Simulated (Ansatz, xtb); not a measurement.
# Relative energy of two isomers of C4H3BrNP

Structure X is `BrC1=PC=CN=C1`, a singlet and structure Y is `BrC1=NC=CP=C1`, a singlet. Both are isolated molecules in the gas phase, relaxed with r2SCAN-D4/def2-SVP.

Quicker runs give these differences E(Y) − E(X): GFN2-xTB −17.3 kJ/mol; HF/STO-3G −7.6 kJ/mol (at GFN2-xTB geometries); r2SCAN-D4/def2-SVP//GFN2-xTB −13.5 kJ/mol.

Q: Estimate E(Y) − E(X) at the level CCSD(T)/def2-SVP + ΔMP2/def2-TZVPP.

A: Calculated at CCSD(T)/def2-SVP + ΔMP2/def2-TZVPP: E(Y) − E(X) = −8.5 kJ/mol, so structure Y lies lower.

The same difference at several levels:

```csv
level,geometry,E(Y) − E(X) (kJ/mol),departure from the last row (kJ/mol),"job, with rough time for the two"
GFN2-xTB,GFN2-xTB,−17.3,−8.8,"optimisation, 0.12 s"
HF/STO-3G,GFN2-xTB,−7.6,+0.9,"single point, 0.4 s"
r2SCAN-D4/def2-SVP//GFN2-xTB,GFN2-xTB,−13.5,−5.0,"single point, 3.3 s"
r2SCAN-D4/def2-SVP,r2SCAN-D4/def2-SVP,−13.2,−4.7,"optimisation, 20 s"
HF/def2-SVP,r2SCAN-D4/def2-SVP,−10.0,−1.5,part of the CCSD(T) run
MP2/def2-SVP,r2SCAN-D4/def2-SVP,−10.0,−1.6,part of the CCSD(T) run
CCSD(T)/def2-SVP,r2SCAN-D4/def2-SVP,−8.3,+0.2,single point
CCSD(T)/def2-SVP + ΔMP2/def2-TZVPP,r2SCAN-D4/def2-SVP,−8.5,,"single point, 48 s"
```

As drawn, both hold the same kinds of bond in the same numbers.

None of the levels shown reverses the order. The largest departure from CCSD(T)/def2-SVP + ΔMP2/def2-TZVPP is that of GFN2-xTB, 8.8 kJ/mol. The last row adds to CCSD(T) the change of the MP2 difference between the two basis sets, here −0.2 kJ/mol.

With thermal terms from frequencies at re-optimised GFN2-xTB minima (ideal gas, soft modes damped towards free rotors, one conformer each, 298.15 K, 1 atm): the zero-point term adds −0.2 kJ/mol; ΔH is −8.8 and ΔG −8.6 kJ/mol.

The correlated steps freeze 19 core orbitals; the filled d shell of Br is correlated, in a basis made for valence electrons. Codes used: Ansatz 0.2.0, xtb 6.7.1; the last row on 4 threads of Arm Neoverse V2 on a shared host.

Both isomers are the same 1,4-azaphosphinine ring, so the energy difference reflects where bromine sits: beside phosphorus in X, beside nitrogen in Y. The preference for Y probably comes from the more electronegative nitrogen. It leaves the adjacent carbon electron-poor and better able to accept π density from bromine, while the in-plane nitrogen lone pair can delocalise into the C–Br σ* orbital. Phosphorus is less electronegative than carbon and its lone pair has more s character, so both interactions should be weaker in X.

Hartree–Fock in the larger basis already gives the order and roughly the size of the gap, which suggests that the presence of the preference does not depend on electron correlation. The close agreement of HF/STO-3G is probably a cancellation of errors, given its minimal basis. The small free-energy difference favours Y at equilibrium but would leave a visible share of X; it does not show which isomer a synthesis would deliver, since exchanging the bromine position requires breaking strong bonds.
